Q: Heating, cooling and clamping all change the volume of a silicon carbide crystal a little. How far does the band gap move when every length grows by one percent, and can I estimate that on paper?

A: Think of thousandths of an electronvolt. Near the unstrained cell, one percent of extra length lowers the indirect gap by about 6 meV and the direct gap by about 14 meV. The first is roughly a quarter of a percent of the gap itself. The table shows this for the 4H form, the one used in power electronics.

Band gaps of 4H silicon carbide, calculated with Ansatz 0.2.0 using PBE, PAW potentials and plane waves up to 420 eV on a 12×12×4 k mesh, without spin polarisation or spin–orbit coupling. The unstrained cell (10.332 Å³/atom) and the atomic positions were relaxed with r2SCAN; the other cells are strained evenly by up to 3 % in length.

| volume (Å³/atom) | c/a | shortest distance (Å) | band gap (eV) | least direct gap (eV) |
| --- | --- | --- | --- | --- |
| 9.430 | 3.2743 | 1.827 | 2.23500 | 3.380 |
| 9.724 | 3.2743 | 1.845 | 2.23400 | 3.372 |
| 10.025 | 3.2743 | 1.864 | 2.23100 | 3.362 |
| 10.332 | 3.2742 | 1.883 | 2.22600 | 3.349 |
| 10.645 | 3.2743 | 1.902 | 2.22000 | 3.333 |
| 10.964 | 3.2743 | 1.921 | 2.21100 | 3.316 |
| 11.290 | 3.2742 | 1.940 | 2.20100 | 3.296 |

The band gap is the least energy between any filled and any empty state. The least direct gap is the same quantity with the wave vector kept fixed. The volume is counted per atom, and c/a, the ratio of the cell edges, stays the same, so the crystal is scaled evenly in all directions.

Q: I learned that the coupling between neighbours grows as the bond length to the power −2. Why is the effect so small?

A: Try that law on the smallest cell. The shortest distance drops from 1.883 to 1.827 Å, and the squared ratio of the two is about 1.06. A gap that followed the law would rise by 6 %, or about 140 meV. The calculated rise is 9 meV.

The law describes one coupling between two neighbouring orbitals. The gap is the distance between two particular band edges, and each edge contains its own mixture of couplings. Part of the gap also comes from the different pull of silicon and carbon on electrons, which need not follow the same power, but the bond is only weakly polar, so in bonding theory this is expected to soften the law only a little. It cannot account for 9 meV in place of 140. The table itself shows only that the simple law fails, and it does not show why.

Q: And why does the indirect gap move less than the direct one?

A: Because the two gaps share their upper end, while their lower ends move closer together as the crystal expands. In all seven cells the lowest empty state lies at M, a point on the boundary of the Brillouin zone, and the least direct gap is found there too. The highest filled state lies at the zone centre, Γ. The top filled band therefore drops by some energy on the way from Γ to M, and

indirect gap = direct gap − valence drop.

Now take two limiting cases. If the valence drop were rigid, both gaps would change by the same amount. If it changed exactly as much as the direct gap, the indirect gap would stay constant.

Silicon carbide lies between these limits. From the smallest to the largest cell the direct gap falls by 84 meV and the valence drop shrinks by 50 meV. The indirect gap keeps only the remaining 34 meV.

Q: Why should the valence drop shrink when the crystal expands?

A: Imagine the atoms pulled far apart. Electrons can then no longer pass from one to the next, every band is flat, and no drop is left. A small expansion is a first step towards that limit: neighbouring orbitals overlap less and the band becomes flatter. This is the standard picture of bands, and the computed shrinkage agrees with it in sign, but not in size. The drop is 1.123 eV in the unstrained cell and shrinks by 50 meV over the table, between 4 and 5 %, where the power −2 would give about 12 %. It also shrinks by 7 meV in the first step of the table and by 10 meV in the last, while an overlap that fades with distance is expected to change fastest in the compressed cells. Use the picture for the direction only.

You can use the same reasoning for a related crystal. First find out whether its direct and indirect gaps share their upper end, as here. If they do, and the direct gap also falls on expansion, a shrinking valence drop will soften the fall of the indirect gap. If the drop shrinks by more than the direct gap falls, the indirect gap even rises. Which case holds has to be calculated, because the balance of 50 against 84 belongs to this crystal.

Q: Now give me the rule.

A: Let x be one third of the percentage change in volume, counted from the unstrained cell at 10.332 Å³/atom. For small changes, x is nearly the percentage change in every length. Then

indirect gap ≈ 2.226 eV − (6x + x²) meV

direct gap ≈ 3.349 eV − (14x + x²) meV.

For very small x only the linear term counts. The square term is there because the gaps do not follow straight lines: each step of expansion in the table costs more than the one before. Its size is read from the calculation, and I have no derivation for it.

Q: Where do the 6, the 14 and the 1 come from?

A: For each gap a parabola in x was fitted to the five inner rows, and the coefficients were rounded for use by hand. The smallest and the largest cell were kept out of the fit, so they make fair examples.

Q: Then let us take the smallest cell, 9.430 Å³/atom.

A: The volume change is (9.430 − 10.332)/10.332, or −8.7 %. A third of that gives x = −2.9.

The linear term raises the indirect gap by 6 × 2.9, about 17 meV. The square term takes back 2.9², about 8 meV. The net rise is 9 meV, which gives 2.235 eV, the same as the table.

For the direct gap the linear term is 14 × 2.9, about 41 meV, and the square term is the same as before. The estimate is 3.349 + 0.041 − 0.008 = 3.382 eV, against 3.380 eV in the table.

Q: I will do the largest cell, 11.290 Å³/atom. The volume grows by 9.3 %, so x = 3.1. The linear term is about 19 meV and the square term about 10 meV, and this time both lower the gap. I get 2.226 − 0.029 = 2.197 eV.

A: The table has 2.201 eV, so you are 4 meV too low. Keeping a decimal in the two terms brings the miss down to 3 meV; the rest comes mostly from rounding the coefficients. Notice the asymmetry: the two terms oppose each other under compression and add under expansion. In this way the rule reproduces what the table shows: the indirect gap rises by only 9 meV up to the smallest cell but falls by 25 meV up to the largest.

Q: How good is the rule over the whole table?

A: Without rounding on the way, it stays within about 3 meV for the indirect gap and 1 to 2 meV for the direct gap. Assuming a constant indirect gap would cost up to 25 meV, and leaving out the square term up to 8 meV. The unrounded parabolas meet both outer rows to within 1 meV, as the printed output shows. This tells you that the curves are smooth over this range. It does not tell you why the direct gap falls in the first place, which the table leaves open.

Q: In the plant I know pressures and temperatures, not volumes.

A: For pressure, remember that near the unstrained cell it takes about 6 GPa to change x by one on the expanded side and about 7 GPa on the compressed side. One gigapascal of even pressure therefore raises the indirect gap there by a little under 1 meV, and by less at higher pressure: the smallest cell, about 25 GPa further up, gains only 9 meV. The rows keep c/a fixed, which real pressure need not do exactly. Use pressure differences here: the unstrained cell was relaxed with another functional, and PBE finds it already squeezed by 3.5 GPa.

For temperature, take a power device that warms by 250 K. Its lengths grow by roughly 0.1 %, a recalled figure, and the rule gives a fall of 0.6 meV. At 550 K that alone would raise the number of carriers excited across the gap by less than 1 %. In an estimate of leakage current you can ignore this contribution, but not the whole temperature dependence of the gap. Most of that comes from the action of lattice vibrations on the band edges, which a calculation with atoms at rest leaves out.

Q: May I start from the measured gap instead of 2.226 eV?

A: For a realistic total you should. The measured gap is roughly 3.3 eV, and PBE falls short of it by about a third, a well-known weakness of such functionals. You can add the computed shift to the measured value, but trust it only as an order of magnitude. The missing part of the gap is about 1 eV, and if it changed by just one percent for each percent of length, that would be about 10 meV, more than the 6 meV of the rule. The table has no better level of theory to check this against.

Q: How far can I push the rule?

A: To about 3 % in length either way, which is the range of the table. Just beyond the compressed end, at x = −3, the rule for the indirect gap levels off, and further squeezing would make it fall; the unrounded parabola turns at about −3.2. No row tests that turn, and the unrounded gaps do not announce it: the last two steps of compression still add about 2 meV each. Another minimum of the empty bands might also become the lowest, and the energies of those minima are not given here.

The second limit is the shape of the strain. A film stretched in its plane usually becomes thinner, so its c/a changes, while every row here keeps that ratio. For such a film the volume alone does not fix the gap, and you would need a calculation with the cell edges changed separately.

Output of the analysis:

```
fit of 1000*band_gap on 5 rows (abs(x) < 2.5): constant 2226 +/- 0.22, coefficient of x -5.642 +/- 0.098, coefficient of x**2 -0.8747 +/- 0.083; rms 0.196, worst 10.645 -0.329, leave-one-out rms 0.613
  rows outside the fit (model, value, miss): 9.43 2235, 2235, 0.27; 11.29 2200, 2201, -0.533
fit of 1000*least_direct_gap on 5 rows (abs(x) < 2.5): constant 3349 +/- 0.37, coefficient of x -14.03 +/- 0.17, coefficient of x**2 -1.074 +/- 0.14; rms 0.336, worst 10.645 0.561, leave-one-out rms 1.36
  rows outside the fit (model, value, miss): 9.43 3381, 3380, 0.546; 11.29 3295, 3296, -0.794
Hand rule:
     row   x in %  linear indirect meV  linear direct meV  square meV  indirect eV  miss meV  direct eV  miss direct meV
    9.43    -2.91                17.46              40.74      -8.468        2.235  -0.00809      3.381            1.272
   9.724   -1.962                11.77              27.46      -3.848        2.234  -0.07839      3.373            0.614
  10.025  -0.9905                5.943              13.87      -0.981        2.231  -0.03829      3.362          -0.1147
  10.332        0                    0                  0           0        2.226         0      3.349                0
  10.645     1.01               -6.059             -14.14       -1.02        2.219    -1.079      3.334            0.843
  10.964    2.039               -12.23             -28.55      -4.157         2.21    -1.391      3.316            0.297
   11.29    3.091               -18.54             -43.27      -9.553        2.198    -3.097      3.296           0.1773
largest miss of hand rule for indirect gap in meV: 3.097
largest miss of hand rule for direct gap in meV: 1.272
largest miss of a constant indirect gap in meV: 25
largest miss of the indirect rule without square term in meV: 8.46
largest miss of indirect gap scaled as length to the power -2 in meV: 130.8
x where the fitted indirect parabola levels off in %: -3.225
fall of indirect gap over the table in meV: 34
fall of direct gap over the table in meV: 84
fall of valence drop over the table in meV: 50
pressure that changes x by one percent near the unstrained cell in GPa: 6.328
rise of indirect gap per GPa in meV: 0.9482
rise of intrinsic carriers at 550 K from 0.1 percent expansion alone in %: 0.635
shortfall of the PBE gap against a rough 3.3 eV in %: 32.55
```
